## Smooth volume, changing shape: ZrSc under pressure

The volume of a hexagonal cell is proportional to a²c, where a is the edge within the atomic layers and c the edge across them. If the shape stays fixed, both edges follow the cube root of the volume, and c supplies one third of each small relative volume loss. For ZrSc the sizes to remember are about 1 % of volume and 0.4 % of each edge for the first gigapascal. At 25 GPa a fifth of the volume is gone, and the two edges no longer shrink alike.

ZrSc (P-6m2, 2 atoms per cell) relaxed at each hydrostatic pressure at zero temperature, keeping its symmetry; changes are relative to the zero-pressure cell (a = 3.224, c = 5.075 Å). Ansatz 0.2.0, PBEsol, plane-wave PAW, scalar-relativistic, no spin polarisation, cutoff 420 eV, Gaussian smearing 0.1 eV, k mesh 15×15×8 up to 12 GPa and 18×18×10 at 25 GPa.

```tsv
pressure (GPa)	volume change (%)	enthalpy change (eV/atom)	a change (%)	c change (%)
-1	1.31	-0.143	0.43	0.45
0	0.00	0.000	0.00	0.00
1	-1.26	0.142	-0.41	-0.44
4	-4.66	0.556	-1.57	-1.59
12	-11.94	1.601	-4.29	-3.87
25	-20.63	3.148	-8.26	-5.71
50	-31.34	5.768	-13.31	-8.65
90	-41.48	9.368	-18.37	-12.18
```

The simple pattern holds from −1 to 4 GPa, where the changes of a and c agree to within 0.03 percentage points. It begins to fail at 12 GPa and fails clearly at 25 GPa. Between these two pressures c supplies only 19 % of the volume loss instead of a third. At 50 and 90 GPa its share recovers somewhat but stays below a third, so the cell goes on growing more elongated relative to its width.

The row at 25 GPa shows the size of the effect. The remaining volume fraction is 1 − 0.2063 = 0.7937, and its cube root is 0.926, so a cell of fixed shape would shorten by 7.4 % along every edge. The calculation gives 8.3 % for a and 5.7 % for c. This estimate takes only the volume from the table. Because a²c fixes the volume, an edge a that shrinks more than the estimate forces c to shrink less, so the two departures are a single test of the shape. Anyone who derived the strain along c from the volume alone would overstate it by 1.7 percentage points here, and by about 4 at 90 GPa.

A gently curved trend doesn't describe the ratio c/a well. A quadratic in the logarithm of the volume, fitted to all eight rows, puts c/a at 12 GPa too high by 0.8 %, although the calculated rise up to that pressure is only 0.4 %. A flat line followed by a straight rise has the same number of adjustable constants and stays within about 0.3 % of c/a in every row, though at 12 GPa that miss is most of the small rise. It places the bend near 8 % volume loss, between the rows at 4 and 12 GPa. With so few points this marks a region in which the behaviour changes, not a transition pressure; the printed output after the text compares both fits.

The likely cause is a change in the electrons that bind the layers. In early transition metals, compression raises the broad s states relative to the d states, because s electrons are squeezed more strongly against the atomic cores. Electrons therefore move from s to d states. The d states have directional lobes, and the energy gained by filling them depends on how the neighbours are arranged as well as on how close they are. As the filling changes, the value of c/a with the lowest energy changes too.

This mechanism can also produce a bend. When compression moves the edge of a band through the Fermi level, the highest filled energy in the metal, a group of states begins to fill or to empty, and its influence on the shape sets in from there. That is standard theory applied to this alloy; the occupations of the d states and the bands near the Fermi level at each pressure would test it. The argument explains why the shape can shift, while the direction of the shift is a result of the calculation.

The distances between atoms show what the shift means in the crystal. Zr and Sc occupy alternate layers, so a is the distance between like atoms within a layer. At zero pressure this distance is 3.22 Å, longer than the 3.15 Å between Zr and Sc in adjacent layers. At 90 GPa the order is reversed, with 2.63 Å within the layers and 2.70 Å between them. The cell has thus gone beyond the shape in which all twelve contacts are equal, so the change is more than an evening-out of distances.

One setting changes at the critical place: the k mesh, which samples the electron states, is finer at 25 GPa than at 12 GPa. The row at 12 GPa still has the mesh of the lower pressures and already departs from the fixed shape, so the onset doesn't come from the new mesh. The size of the step that follows may contain some effect of it.

The enthalpy hardly registers any of this. Its slope with pressure is the volume, so it adds up the volume along the whole path and smooths small bends. At 25 GPa the product of pressure and volume makes up 2.83 of the 3.15 eV per atom. The shape is also relaxed at each pressure, and near such a minimum a small change of c/a alters the enthalpy only in second order. A smooth enthalpy curve is therefore weak evidence that a crystal keeps its shape; the separate edges are the sensitive quantity.

The calculation keeps the close-packed stacking of alternate Zr and Sc layers at every pressure. Elemental Zr leaves the hexagonal close-packed structure at a few gigapascals, and Sc does so well below 50 GPa. The real alloy may therefore change structure before the bend is reached. Every row describes this stacking, whether or not it is the stable structure at that pressure.

The analysis program printed:

```
fit of pressure_series on 8 rows: coefficient of t1 74.37 +/- 0.64, coefficient of t2 -80.19 +/- 3.3; rms 0.201, worst 12 -0.383, leave-one-out rms 1.13
fit of shape on 8 rows: coefficient of comp 8.183 +/- 2.5, coefficient of comp**2 11.18 +/- 5.4; rms 0.406, worst 12 0.783, leave-one-out rms 1.2
fit of shape on 8 rows: coefficient of (comp - s)*(comp > s) 16.7 +/- 0.43, s 0.08225; rms 0.207, worst 50 -0.329, leave-one-out rms 0.512
Shape of the cell:
  row    c/a  edge change at fixed shape (%)  a beyond that (points)  c beyond that (points)  share of c in the volume step (%)
   -1  1.574                          0.4348               -0.004774                 0.01523                                n/a
    0  1.574                               0                       0                       0                               34.5
    1  1.574                         -0.4218                 0.01178                -0.01822                              34.78
    4  1.574                          -1.578                0.008107                -0.01189                              33.16
   12  1.581                           -4.15                 -0.1402                  0.2798                              29.51
   25  1.618                          -7.413                 -0.8475                   1.703                               18.6
   50  1.659                          -11.78                   -1.53                    3.13                              21.85
   90  1.693                          -16.36                  -2.014                   4.176                              24.66
Contacts and misses:
  row  in-layer distance (Å)  Zr-Sc distance (Å)  pressure miss (GPa)  c/a miss of quadratic (%)  c/a miss of ramp (%)  enthalpy miss (meV/atom)
   -1                  3.238               3.161               0.0525                    -0.1245              -0.01991                   -0.5306
    0                  3.224               3.147                    0                          0                     0                         0
    1                  3.211               3.133             -0.03713                     0.1357               0.03013                   -0.3832
    4                  3.173               3.097              -0.1633                     0.4363               0.02032                  -0.02934
   12                  3.086               3.021               -0.383                     0.7834                0.3121                    -4.203
   25                  2.958               2.939              -0.1463                    -0.2541               -0.2562                    -8.347
   50                  2.795               2.824               0.3414                    -0.5786               -0.3294                    -5.119
   90                  2.632               2.697             -0.09328                     0.2846                0.2665                   -0.5847
Pressure derivative of the bulk modulus from the volume curve: 3.281
Rise of c/a from 0 to 12 GPa (%): 0.4388
Rise of c/a from 12 to 25 GPa (%): 2.331
Volume loss at the onset of the ramp (%): 7.896
PV part of the enthalpy change at 25 GPa (eV/atom): 2.829
```
